**Too few k points in a metal: the relaxed cell of ZrS**

In rock salt each Zr atom has an S atom on either side along every cube axis. Whether the S 3p orbitals on the two sides can bond to a Zr 4d orbital depends on the phase of the crystal wave between them. The square of this coupling follows

$$ w(\mathbf{k})=\sin^2(k_x a/2), $$

where $k_x$ is the wave-vector component along the axis and $a$ the edge of the cubic cell, which is $\sqrt{2}$ times the primitive edge listed in the table as length a. At the zone centre Γ the contributions of the two sides cancel and $w=0$; averaged over all wave vectors, $w=1/2$.

A k mesh replaces that average by a sum over a few points. The 1x1x1 mesh has only Γ and finds no such bonding at all. The 2x2x2 mesh has one point at Γ, three at X, where $w$ is also zero, and four at L, where it is one. Its mean is $4/8=1/2$, already the correct value.

Rock-salt ZrS in Ansatz 0.2.0 with r2SCAN, PAW, a plane-wave cutoff of 500 eV, no spin polarisation, Gaussian smearing of 0.1 eV and Γ-centred k meshes. Cell and atoms are relaxed to zero pressure from the same starting cell. Volume change is relative to that cell (18.09 Å³/atom), and length a is the edge of the relaxed primitive cell.

```tsv
k mesh	volume per atom (Å³)	volume change (%)	length a (Å)
1x1x1	29.548	63.36	4.372
2x2x2	17.642	-2.46	3.682
4x4x4	17.767	-1.78	3.690
6x6x6	17.874	-1.18	3.698
8x8x8	17.812	-1.52	3.693
14x14x14	17.830	-1.43	3.695
```

The volumes show the same divide. With Γ alone the cell swells by 63 % from its starting volume, and the Zr–S distance grows to 3.09 Å, against 2.61 Å on the densest mesh. From 2x2x2 on, every mesh instead shrinks the cell by one to two and a half per cent. The lost p–d bonding is likely to contribute to the swelling, but the runs do not isolate its share, because Γ alone also misrepresents the other interactions between neighbours.

The swollen cell is no evidence of a second phase of ZrS. All runs began from the same cell, and there the 1x1x1 calculation already gave a pressure of 62.6 GPa, where the densest mesh gave −1.98 GPa. A positive pressure pushes the cell outwards, a negative one pulls it in. The relaxation then did its job properly on a wrong pressure.

This gives a simple way to turn a pressure into a volume. For small changes

$$ \frac{\Delta V}{V}\approx\frac{P}{B}, $$

where $P$ is the pressure in the starting cell, $\Delta V/V$ the relative volume change on relaxation and $B$ the stiffness against compression. The 14x14x14 row alone fixes $B=1.981/0.0143\approx 139$ GPa. For 4x4x4, which had no part in fixing $B$, the pressure of −2.415 GPa then predicts $-2.415/138.5=-1.74$ %, and the relaxed cell gives −1.78 %.

The output after this section lists this estimate for every mesh. It is as good for 6x6x6 and 8x8x8, and off by about 0.2 percentage points for 2x2x2. For 1x1x1 it predicts 45 % instead of 63 %, since the stiffness is borrowed from the densest mesh and no constant value can hold over such an expansion. Because relaxation follows the pressure, the agreement does not explain the mesh error, but it shows that the error is present before the cell has moved.

The 2x2x2 mesh fails in a less visible way. Its mean of $w$ is right and its volume is only about 1 % below that of 14x14x14, yet its energy is 312 meV per atom too low. A correct mean coupling does not ensure a correct energy, which also depends on where the levels lie and which of them are filled. The 2x2x2 energy is the lowest of all the meshes, and it is no sign of quality: a coarse mesh can err in either direction, so the lowest energy does not mark the best one.

The same run also looks like an insulator. Its filled and empty sampled levels lie 1.26 eV apart, and no level is partly filled. But the number of filled bands differs from one k point to another, and the ninth band, the last that the 18 electrons would fill in an insulator, overlaps the tenth by about 3 eV. ZrS is a metal in this calculation, and the gap exists only because no sampled level happens to lie near the Fermi energy.

This metallic filling is also the likely reason why the remaining error wavers. In a metal the boundary between filled and empty states, the Fermi surface, cuts through the bands between the mesh points. Each new mesh places its points differently around that surface and so counts slightly different portions of the bands as filled. The volume is 0.35 % too small on 4x4x4, 0.25 % too large on 6x6x6 and 0.1 % too small on 8x8x8, all relative to 14x14x14. That densest mesh is itself only the best reference here, not an exact limit.

When the relaxed volume is the goal, the pressure in one fixed cell is the quantity to watch, because it reveals the error without a relaxation. Energies need their own test, as the 2x2x2 mesh shows. A tolerance of 0.1 % in volume corresponds here to $0.001\times 138.5\approx 0.14$ GPa. Between 8x8x8 and 14x14x14 the starting pressure still changes by $2.120-1.981\approx 0.14$ GPa, so these two meshes agree to about that tolerance and no better. One small change between two meshes is weak evidence in a metal, since errors of either sign can agree by chance; several meshes should stay within the tolerance.

Printed output of the fit:

```
Errors against 14x14x14 and signs in the outputs:
       row  starting pressure GPa  volume error %  energy error meV per atom  TS eV per cell
     1x1x1                   62.6           65.72                       5266           0.155
     2x2x2                 -3.728          -1.054                     -312.1               0
     4x4x4                 -2.415         -0.3533                      -8.42          0.0087
     6x6x6                 -1.636          0.2468                      22.12          0.0132
     8x8x8                  -2.12          -0.101                      -0.57          0.0058
  14x14x14                 -1.981               0                          0          0.0075
Stiffness from the 14x14x14 row in GPa: 138.5
Volume change from starting pressure:
       row  predicted %  relaxed %  miss in points
     1x1x1        45.19      63.36          -18.17
     2x2x2       -2.691      -2.46         -0.2311
     4x4x4       -1.743      -1.78         0.03671
     6x6x6       -1.181      -1.18      -0.0009591
     8x8x8        -1.53      -1.52        -0.01034
  14x14x14        -1.43      -1.43               0
Volume error from the largest leftover pressure in %: 0.0296
Zr-S distance on 1x1x1 in angstrom: 3.091
Zr-S distance on 14x14x14 in angstrom: 2.613
Energy of 1x1x1 above 14x14x14 in the common starting cell in eV per atom: 6.638
Volume step from 4x4x4 to 6x6x6 in % of the 14x14x14 volume: 0.6001
TS for two electrons in a threefold level in eV per cell: 0.1543
TS for two electrons in a twofold level in eV per cell: 0.1128
Mean squared p-d coupling on 1x1x1 relative to maximum: 0
Mean squared p-d coupling on 2x2x2 relative to maximum: 0.5
Apparent gap between filled and empty sampled levels on 2x2x2 in eV: 1.259
Overlap of ninth and tenth band on 2x2x2 in eV: 3.025
```
